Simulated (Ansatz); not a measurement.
## Breaking a bond in AlH5S (Al(H2S)H3)

AlH5S: 7 atoms, total charge 0, spin state singlet. As SMILES, `[H][Al]([H])([H])<-[SH2]`. The shape comes from GFN2-xTB, which is rough for such elements, and wasn't checked as a minimum.

```
atom    x (Å)    y (Å)    z (Å)
  Al   0.1298  -0.2220  -1.0116
   S   0.1518  -0.2519   1.4589
   H   0.5126   1.0301   1.4853
   H  -1.1455   0.0493   1.4764
   H   1.6822  -0.1872  -1.1886
   H  -0.6661   1.1393  -1.0463
   H  -0.6648  -1.5576  -1.1741
```

The Al1–H5 distance is scanned; the parts on either side stay rigid. Basis STO-3G, 10 core orbitals frozen in the correlated methods; program Ansatz 0.2.0. FCI is exact within this basis and core. Energies in eV from each method's value at 1.563 Å; methods without a U are spin-restricted. The shape above is that at 1.563 Å.

| distance (Å) | PBE | B3LYP | BHLYP | r2SCAN0 | wB97X | FCI |
| --- | --- | --- | --- | --- | --- | --- |
| 1.563 | 0.00 | 0.00 | 0.00 | 0.00 | 0.00 | 0.00 |
| 1.953 | 1.22 | 1.33 | 1.51 | 1.44 | 1.43 | 1.36 |
| 2.344 | 2.99 | 3.22 | 3.62 | 3.47 | 3.51 | 3.21 |
| 3.126 | 5.66 | 6.11 | 6.90 | 6.56 | 6.88 | 5.25 |
| 3.907 | 6.82 | 7.42 | 8.45 | 7.96 | 8.61 | 5.55 |

Departure from the FCI curve at its largest: PBE +1.28 eV at 3.91 Å; B3LYP +1.87 eV at 3.91 Å; BHLYP +2.90 eV at 3.91 Å; r2SCAN0 +2.41 eV at 3.91 Å; wB97X +3.07 eV at 3.91 Å. Restricted functionals keep the electrons paired too, and rise too high.

The FCI curve is nearly flat by 3.907 Å, as expected once the Al–H σ pair has separated into two radical centres. There σ and σ* are almost degenerate, and a single closed-shell determinant retains too much ionic character. Semilocal exchange partly mimics the missing static correlation, while exact exchange does not. PBE, B3LYP, r2SCAN0 and BHLYP therefore rise in that order at every stretched point. wB97X starts just below r2SCAN0 but ends highest, consistent with its growing share of exact exchange at long range.

B3LYP's near match with FCI at 2.344 Å is a crossing of curves, not evidence that it describes the breaking bond well. Even the FCI rise of 5.55 eV is well above the usual Al–H bond strength, probably because the minimal basis describes the separated fragments, especially atomic hydrogen, worse than the molecule; the unrelaxed fragments add to this. Without a matching scan of free AlH3, the effect of H2S coordination on the Al–H bond remains open.
